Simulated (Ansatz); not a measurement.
# Ligand exchange: C3H8BF + C2H2F4 → C3H9B + C2HF5

Species: C3H8BF `CCB(C)F`, singlet; C2H2F4 (norflurane) `FCC(F)(F)F`, singlet; C3H9B `CBCC`, singlet; C2HF5 (pentafluoroethane) `FC(F)C(F)(F)F`, singlet. The partners trade F for H: B–F and C–H bonds give way to B–H and C–F.

Shapes, held fixed at every level: PBE0-D4/def2-TZVP. Flexible molecules stand in one conformer, not always the lowest. Programs: Ansatz 0.2.0. The zero-point and thermal change to 298 K, harmonic and unscaled (PBE0-D4/def2-TZVP), is -7.2 kJ/mol.

```json
{"level": "HF/def2-TZVPP", "kind": "Hartree–Fock", "ΔH(298 K) (kJ/mol)": "+211.5", "less CCSD(T)/CBS estimate": "-1.5"}
{"level": "B3LYP-D4/def2-TZVPP", "kind": "global hybrid", "ΔH(298 K) (kJ/mol)": "+209.5", "less CCSD(T)/CBS estimate": "-3.5"}
{"level": "PBE0-D4/def2-TZVPP", "kind": "global hybrid", "ΔH(298 K) (kJ/mol)": "+205.2", "less CCSD(T)/CBS estimate": "-7.8"}
{"level": "r2SCAN0-D4/def2-TZVPP", "kind": "global hybrid", "ΔH(298 K) (kJ/mol)": "+208.9", "less CCSD(T)/CBS estimate": "-4.1"}
{"level": "B2PLYP/def2-TZVPP", "kind": "double hybrid", "ΔH(298 K) (kJ/mol)": "+213.1", "less CCSD(T)/CBS estimate": "+0.1"}
{"level": "MP2/def2-TZVPP", "kind": "perturbation theory", "ΔH(298 K) (kJ/mol)": "+215.8", "less CCSD(T)/CBS estimate": "+2.8"}
{"level": "CCSD(T)/def2-TZVPP", "kind": "coupled cluster or CI", "ΔH(298 K) (kJ/mol)": "+210.7", "less CCSD(T)/CBS estimate": "-2.3"}
{"level": "CCSD(T)/CBS estimate", "kind": "coupled cluster or CI", "ΔH(298 K) (kJ/mol)": "+213.0", "less CCSD(T)/CBS estimate": "0.0"}
```

The highest level, CCSD(T)/CBS estimate, gives ΔH(298 K) = +213.0 kJ/mol; the levels span +205.2 to +215.8. The column of differences is taken from that level and isn't an error. No measured value is set beside it here. The CBS estimate extrapolates MP2 from def2-TZVPP and def2-QZVPP and adds CCSD(T) − MP2 in the triple-zeta set, cores frozen.

Fluorine strongly prefers boron to carbon here: every level makes the exchange as written steeply endothermic, with +213.0 kJ/mol at the highest level. The B–F bond is highly polar and is further strengthened by donation from a fluorine lone pair into the empty boron p orbital, which hydride cannot replace. The new C–F bond, though strong and helped by the geminal fluorine, recovers only part of that loss. The negative vibrational contribution fits the replacement of a stiff C–H stretch by a softer B–H one.

Hartree–Fock already gives nearly the whole effect, so the correlation contributions of reactants and products largely cancel. The near-coincidence of B2PLYP with the extrapolated value is probably partly fortuitous, since CCSD(T) in the same triple-zeta basis lies 2.3 kJ/mol below it. The preference is therefore secure, but a ranking of the methods from this one reaction is not. The energy refers to the monomeric dialkylborane and leaves out the stabilisation it would gain by dimerising through B–H–B bridges.
